## Why the highest listed vibration of anatase is higher at the zone boundary than at the centre

The highest vibration of an oxide is a stretching of its stiffest bonds. Those bonds are the same whatever the wavelength, and the wavevector says only how the motion in one cell is timed against the motion in the next. It is therefore natural to think that the top of the spectrum moves only modestly across the Brillouin zone, and that any change is the usual give and take of springs that link neighbouring cells. Anatase TiO₂, treated with density-functional theory and linear response, puts this picture to a hard test.

Harmonic vibrations of anatase TiO₂ (6-atom cell), computed with Ansatz 0.2.0 by linear response in density-functional theory, with the PBE functional, PAW potentials, a plane-wave cutoff of 420 eV and an 8 × 8 × 8 k mesh. The macroscopic electric field of long polar waves is left out at the zone centre.

| row | mode q | mode wavenumber (cm⁻¹) |
| --- | --- | --- |
| 1 | 1 | 0 |
| 2 | 1 | 0 |
| 3 | 1 | 0 |
| 4 | 1 | 129 |
| 5 | 1 | 129 |
| 6 | 1 | 165 |
| 7 | 1 | 165 |
| 8 | 1 | 220 |
| 9 | 1 | 220 |
| 10 | 1 | 335 |
| 11 | 1 | 379 |
| 12 | 1 | 421 |
| 13 | 1 | 421 |
| 14 | 1 | 497 |
| 15 | 1 | 517 |
| 16 | 1 | 543 |
| 17 | 1 | 621 |
| 18 | 1 | 621 |
| 19 | 2 | 103 |
| 20 | 2 | 103 |
| 21 | 2 | 175 |
| 22 | 2 | 175 |
| 23 | 2 | 336 |
| 24 | 2 | 336 |
| 25 | 2 | 349 |
| 26 | 2 | 349 |
| 27 | 2 | 384 |
| 28 | 2 | 384 |
| 29 | 2 | 456 |
| 30 | 2 | 456 |
| 31 | 2 | 496 |
| 32 | 2 | 496 |
| 33 | 2 | 596 |
| 34 | 2 | 596 |
| 35 | 2 | 810 |
| 36 | 2 | 810 |

In the column "mode q", 1 stands for the zone centre, where all cells move in step. The number 2 stands for the point X on the zone boundary, where cells one lattice constant apart along either in-plane axis move in opposite phase. The column "mode wavenumber" gives the vibrational frequency in cm⁻¹. The highest mode lies at 621 cm⁻¹ at the centre and at 810 cm⁻¹ at X.

Three explanations offer themselves. The tempting one is that short Ti–O springs simply make the top branch rise. The second blames the calculation at the centre, which leaves out the electric field that accompanies a long polar wave. The third says that this field is only part of the matter, and that atoms in different cells also act on each other over distances longer than a Ti–O bond.

### What short springs must leave unchanged

Consider one atom while all others are held fixed. The restoring force on it comes from its own springs and has nothing to do with wavelength. The wavelength matters only through the forces that other moving atoms exert. If those atoms are all of a different kind or at a different site in the cell, they mix the motions and push frequencies apart, but they leave the sum of the squared frequencies as it was.

In formal terms, the squared frequencies are the eigenvalues of the dynamical matrix, and their sum is its trace. Only a force between an atom and its own periodic images can make the trace depend on wavevector. In anatase the nearest image is 3.79 Å away, about twice the length of a Ti–O bond. A network of Ti–O springs thus obeys a strict rule: what the acoustic modes gain on leaving the centre, the optical modes must lose.

The table breaks this rule plainly. The sum of the squared wavenumbers over all 18 modes is 59% larger at X than at the centre. Expressed as a root-mean-square wavenumber, the spring network predicts 363 cm⁻¹ at X, with nothing fitted, whereas the calculation has 458 cm⁻¹. Nor do the optical modes pay for the acoustic ones: when the modes at each point are ranked from lowest to highest, every rank rises except one, which changes by a single wavenumber.

### What the electric field can do

In a long polar wave the positive and negative ions move against each other. If they move along the direction of travel, charge piles up on the crests and creates a macroscopic field that opposes the motion. This stiffens the longitudinal mode and leaves the transverse ones alone. The values at the centre were computed without this field, so its polar modes all have their transverse frequencies. At X the wave is short, and the corresponding electric forces are part of the ordinary calculation.

The top of the spectrum at the centre is therefore too low for a wave that travels towards X. Yet there is a limit to what the field can repair. For one direction of travel, it responds to a single quantity, the total polarization along that direction. Given any two independent motions, one can always combine them so that their polarizations cancel, and that combination does not feel the field at all.

It follows that the field can lift only one mode above 621 cm⁻¹. If it lifted two, their field-free combination would also lie above 621 cm⁻¹, although nothing had been added to its stiffness. At X, however, two modes lie at 810 cm⁻¹, a pair that the symmetry of the crystal forces to coincide. Two modes already lie at 621 cm⁻¹ at the centre, and the field never lowers a mode. The second-highest curve therefore starts exactly there and truly rises by 189 cm⁻¹.

### Field and short springs together

One could still combine the first two explanations: the field lifts one mode, and short springs rearrange the others on the way to X. Since the springs keep the sum of squares fixed, the field would then have to supply its entire rise. That demand can be turned into an estimate of the longitudinal mode at the centre.

The sum of squares is 2.375 million cm⁻² at the centre and 3.777 million at X, so the field would have to add 1.402 million. Because it acts on a single pattern of motion, it can raise each mode at most to the old position of the next one above. The 17 lower modes together can then gain no more than the whole height of the ladder, from 0 to 621², and the top mode must take the rest. Its new square is at least

621² + (1.402 million − 621²) = 1.402 million cm⁻²,

which corresponds to a wavenumber of at least 1184 cm⁻¹.

The highest measured in-plane longitudinal mode of anatase lies near 880 cm⁻¹, a rough recalled value. The comparison is not exact, because the cell was not checked for its rest volume and polar modes are sensitive to strain. Still, the calculated mode would have to exceed the measured one by about a third, which is far more than such a calculation normally errs for a stiff vibration. Field and short springs together are thus very unlikely to be the whole story.

The same reasoning shows how much the field may contribute. If the calculated longitudinal mode were near 880 cm⁻¹, the field would supply between roughly a quarter and somewhat more than half of the rise in the sum. The lower limit counts the lift of the top mode alone, and the upper one lets all the others climb as far as they can. These bounds are loose: the pair at 621 cm⁻¹ is expected to be a non-polar vibration that the field does not touch, so the longitudinal mode should grow out of a lower polar pair and the share should lie near one half. The field's share is itself the long-range end of the forces between an atom and its own images; the remainder has to come from the part of those forces that sets in only at short wavelength. This holds for the sum over all modes. How much of the top pair's own rise is due to those forces, and how much to short springs or electric forces between different atoms, which shift stiffness from one mode to another, the frequencies do not tell.

### What could make opposite phase stiffer

One candidate for these forces is electric. A displaced ion is a small electric dipole. Two parallel dipoles attract when they stand head to tail and repel when they stand side by side, and the first effect is twice as strong. Reversing one of them therefore costs two units of energy for motion along the line that joins them, and saves one unit for each of the two directions across it. If an ion responds equally in all directions, the three contributions cancel in the sum of squares, and nothing is added beyond the macroscopic field already counted.

Oxygen in a titanate does not respond equally. When it moves along a Ti–O–Ti chain, electrons shift between oxygen and the empty d states of titanium, and the dipole becomes much larger than for motion across the chain. Let its strength be Q along the chain and, for simplicity, q in both directions across it. At X the nearest images along the chain move in opposite phase, which changes the sum by 2Q² − 2q². The nearest images at right angles in the plane are reversed too and contribute q² − Q².

The total is Q² − q², which is positive whenever the response along the chain is the stronger one. In this picture, motion in step lets the large dipoles line up and help one another, which softens the zone centre; opposite phase takes this help away. This sketch keeps only the nearest images and ignores screening, so it can suggest the sign of the effect but not its size, and it is not tested here. Dipole sums converge slowly: much of the help that aligned dipoles give each other is already removed by the macroscopic field, and farther images work against the nearest ones, so screened point dipoles are expected to supply only a small part of the remainder. The larger part more likely comes from forces passed along the chain through the bonds, since an oxygen and its nearest image along the chain are bound to the same titanium. The frequencies alone cannot separate the two.

### How to read the top of the spectrum

The step from 621 to 810 cm⁻¹ is the rise of the second-highest curve, not of the highest. The highest one begins at the longitudinal mode, and if the calculation places this near the measured value, it falls towards X. For a similar polar crystal, the first thing to ask is whether the field was included at the centre. The second is whether the sum of squared frequencies rises by more than the field can supply; if it does, springs between nearest neighbours are not enough.

The distinction matters when TiO₂ serves as a dielectric of high permittivity or as an electron-conducting layer. Soft transverse modes provide much of the static permittivity, whereas the field of the longitudinal modes scatters the electrons. A zone-centre spectrum without the field term gives the frequencies needed for the first role but not those for the second.
